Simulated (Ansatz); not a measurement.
# Ba2Cd: pressure against volume per atom

Results calculated with Ansatz 0.2.0, not measured. Periodic Kohn-Sham DFT of a crystal at fixed atoms; pressure and stress are positive in compression; the energy is the free energy less that of spherical unpolarised free atoms; site moments are those in the method's own spheres, positive along +z.

Cell of the first row (space group I4/mmm, No. 139):
```
cell vectors (Å)
  -2.0924     2.0924     7.4449
   2.0924    -2.0924     7.4449
   2.0924     2.0924    -7.4449
atoms (fractions of the cell vectors)
Ba  0.37000  0.37000  0.00000
Ba  0.63000  0.63000  0.00000
Cd  0.00000  0.00000  0.00000
```

Settings of every row: method all-electron PAW; functional PBEsol; relativity scalar; k mesh 14x14x14; filling fermi-dirac; smearing width 0.05 eV; nucleus gaussian.

Atom start moment: 0 on all atoms.

Limits: no spin-orbit coupling on heavy atoms.

| row | volume per atom (Å³) | pressure (GPa) |
| --- | --- | --- |
| 1 | 43.459 | ? |
| 2 | 45.309 | -0.523 |
| 3 | 46.233 | -0.819 |
| 4 | 46.696 | -0.956 |
| 5 | 48.083 | -1.327 |

Question: what pressure should row 1 give?

Worked fit of pressure. Take u = (V_r/V)^(2/3) − 1 with V_r = 46.465 Å³ an atom, which is twice the finite (Eulerian) strain; such expansions in the strain, on which the Birch-Murnaghan equation of state is built, carry the rest volume and the bulk modulus. The shown rows have u = 0.01694, 0.00334, -0.0033, -0.02256. Least squares give pressure = −0.8885 + 20.658 × u + 54.15 × u² GPa; a straight line predicts inner rows, each left out in turn, worse (root mean square 0.014 against 0.00019 GPa). All shown rows lie on it to the printed digit. The withheld row has u = 0.0456, so the fit gives −0.8885 + 20.658 × (0.0456) + 54.15 × (0.0456)² = 0.166 GPa.

The calculation gave 0.169 GPa. The fit lies 0.003 GPa (1.8 % of the value, 0.2 % of the column's range) below it; its largest miss of a shown row is 0.000 GPa. This row lies beyond the range of the fit.
